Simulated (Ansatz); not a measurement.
A series in volume scale on BaPtO3

All results are calculated (Ansatz 0.2.0). Free energy against uniform scaling of the volume at fixed shape and fractions; periodic cell, basis, potentials, k mesh and filling as listed.

The cell before it is scaled or strained (space group Pm-3m, No. 221):
```
BaPtO3
1.0
      4.1382     0.0000     0.0000
      0.0000     4.1382     0.0000
      0.0000     0.0000     4.1382
Ba Pt O
1 1 3
Direct
  0.00000 0.00000 0.00000
  0.50000 0.50000 0.50000
  0.50000 0.50000 0.00000
  0.50000 0.00000 0.50000
  0.00000 0.50000 0.50000
```

Settings of every row: functional r2SCAN; dispersion none; accuracy medium; potentials PAW; wave cutoff 450 eV; density cutoff 3600 eV; k mesh 6x6x6; k shift 0x0x0; occupations fermi dirac; smearing width 0.01 eV; spin none.

Limits: coarse k mesh, up to 40 meV an atom off; cutoff under the advised one; no spin-orbit coupling, which can matter with elements this heavy; the cell comes from a prototype or a list of computed structures and needn't be the stable phase.

| row | volume scale | V (Å³/atom) | energy above lowest point (meV/atom) |
| --- | --- | --- | --- |
| 1 | 0.92 | 13.039 | 8.7 |
| 2 | 0.9467 | 13.418 | 0 |
| 3 | 0.9733 | 13.795 | 2.6 |
| 4 | 1 | 14.173 | 15.1 |
| 5 | 1.0267 | 14.552 | ? |
| 6 | 1.0533 | 14.929 | 62.6 |
| 7 | 1.08 | 15.307 | 94.3 |

Question: what energy above lowest point should row 5 give?

Worked fit of energy above lowest point. Take u = (V_r/V)^(2/3) − 1 with V_r = 13.984 Å³ an atom, which is twice the finite (Eulerian) strain; such expansions in the strain, on which the Birch-Murnaghan equation of state is built, carry the rest volume and the bulk modulus. The shown rows have u = 0.04775, 0.02793, 0.00911, -0.00891, -0.04266, -0.05848. Least squares give energy above lowest point = 7.86 − 699.6 × u + 14278 × u² + 16117 × u³ meV/atom; a parabola predicts inner rows, each left out in turn, worse (root mean square 0.75 against 0.33 meV/atom). The rows lie off it by -0.1, 0.2, -0.1, -0.1, 0.2, -0.1. Its lowest point lies at u = 0.0236, or V = 13.5 Å³ an atom, and the curvature there gives the bulk modulus at fixed shape and fractions, B = (4/9)(1 + u)² E″(u)/V = 170 GPa. The withheld row has u = -0.02619, so the fit gives 7.86 − 699.6 × (-0.02619) + 14278 × (-0.02619)² + 16117 × (-0.02619)³ = 35.7 meV/atom.

The calculation gave 35.7 meV/atom. The fit meets it to the printed digit.
